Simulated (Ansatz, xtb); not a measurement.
C5H9NSi2: which of two isomers lies lower

We compare a, `C#CC1=C[SiH2]N([SiH3])C1`, a singlet, with b, `[SiH3][SiH2]c1cccnc1`, a singlet. Both are isolated molecules in the gas phase, relaxed with B3LYP/def2-SVP; the shapes shown needn't be the lowest conformers.

a (Å):

| atom | x (Å) | y (Å) | z (Å) |
| --- | --- | --- | --- |
| C | 4.2333 | 1.5480 | -0.9588 |
| C | 3.0764 | 1.1789 | -0.9236 |
| C | 1.7133 | 0.7570 | -0.8439 |
| C | 1.0146 | 0.1818 | -1.8524 |
| C | 0.9794 | 0.9659 | 0.4743 |
| N | -0.3952 | 0.4700 | 0.3497 |
| Si | -0.7139 | -0.1835 | -1.2544 |
| Si | -1.4953 | 0.5730 | 1.7018 |
| H | 5.2567 | 1.8706 | -1.0015 |
| H | 1.4767 | 0.0011 | -2.8252 |
| H | -1.7977 | 0.5289 | -1.9999 |
| H | -1.0851 | -1.6327 | -1.2607 |
| H | -0.9866 | -0.1800 | 2.8900 |
| H | -2.7909 | -0.0155 | 1.2573 |
| H | -1.7132 | 1.9878 | 2.1361 |
| H | 1.0089 | 2.0437 | 0.7320 |
| H | 1.5361 | 0.4448 | 1.2790 |

b (Å):

```xyz
17

C     0.3666   -0.2956    0.4246
C    -0.4588    0.5071   -0.3835
C    -1.4796    1.2567    0.2015
C    -1.6505    1.1797    1.5876
C     0.0927   -0.2834    1.8068
N    -0.8821    0.4271    2.3782
Si    0.8982   -3.4112   -1.1200
Si    1.7476   -1.3678   -0.2963
H     1.9964   -4.2419   -1.6998
H    -0.1155   -3.1521   -2.1867
H     0.2440   -4.1814   -0.0205
H     2.4122   -0.6314   -1.4144
H     2.7582   -1.6417    0.7685
H    -0.3048    0.5531   -1.4662
H    -2.1325    1.8915   -0.4023
H    -2.4447    1.7547    2.0791
H     0.7061   -0.8830    2.4918
```

Quicker runs give these differences E(b) − E(a): GFN2-xTB −0.166 eV; HF/STO-3G −1.399 eV (at GFN2-xTB geometries); r2SCAN-D4/def2-SVP −1.238 eV (at GFN2-xTB geometries).

Estimate E(b) − E(a) at the level CCSD(T)/def2-SVP + ΔMP2/def2-TZVPP.

Calculated at CCSD(T)/def2-SVP + ΔMP2/def2-TZVPP: E(b) − E(a) = −0.652 eV, so structure b lies lower.

Level by level:

```csv
level,geometry,E(b) − E(a) (eV),departure from the last row (eV),"job, with rough time for the two"
GFN2-xTB,GFN2-xTB,−0.166,+0.486,"optimisation, 0.36 s"
HF/STO-3G,GFN2-xTB,−1.399,−0.747,"single point, 0.56 s"
r2SCAN-D4/def2-SVP,GFN2-xTB,−1.238,−0.586,"single point, 6.1 s"
B3LYP/def2-SVP,B3LYP/def2-SVP,−1.155,−0.503,"optimisation, 1.8 min"
HF/def2-SVP,B3LYP/def2-SVP,−0.819,−0.167,part of the CCSD(T) run
MP2/def2-SVP,B3LYP/def2-SVP,−0.865,−0.213,part of the CCSD(T) run
CCSD(T)/def2-SVP,B3LYP/def2-SVP,−0.892,−0.240,single point
CCSD(T)/def2-SVP + ΔMP2/def2-TZVPP,B3LYP/def2-SVP,−0.652,,"single point, 2.5 min"
```

As drawn, b has 1 Si–Si, 4 C∷C, 2 C∷N in place of 1 C≡C, 2 C–C, 1 C=C, 2 N–Si, 1 C–N (∷ is an aromatic bond). Structure a has a 5-membered ring, b a 6-membered ring (with an aromatic ring).

None of the levels shown reverses the order. The largest departure from CCSD(T)/def2-SVP + ΔMP2/def2-TZVPP is that of HF/STO-3G, 0.747 eV. The last row adds to CCSD(T) the change of the MP2 difference between the two basis sets, here +0.240 eV, a large step that makes the value less sure.

With thermal terms from frequencies at re-optimised GFN2-xTB minima (ideal gas, soft modes damped towards free rotors, one conformer each, 298.15 K, 1 atm): the zero-point term adds +0.049 eV; ΔH is −0.614 and ΔG −0.611 eV.

The correlated steps freeze 16 core orbitals. Run with Ansatz 0.2.0, xtb 6.7.1; the last row on 4 threads of Arm Neoverse V1 on a shared host.

The silylpyridine b lies below the ethynyl-substituted ring a chiefly because it trades a localised alkyne and alkene for an aromatic ring, keeping the number of π bonds at three but gaining cyclic delocalisation. The price is considerable: two strong, polar Si–N bonds are lost and a weak Si–Si bond is formed, so the gap of −0.652 eV is a balance of large opposing terms rather than a measure of aromatic stabilisation.

In the def2-SVP basis, Hartree–Fock, MP2 and CCSD(T) nearly agree, so correlation contributes little net to the difference, whereas enlarging the basis favours a. This probably reflects the polarisation functions needed to describe Si–N bonds, in which the nitrogen lone pair delocalises into σ* orbitals on silicon. Entropy barely matters, as expected for two monocyclic isomers with the same number of atoms. The preference for b is thermodynamic and implies no easy route from a, since conversion would require extensive reorganisation of the skeleton.
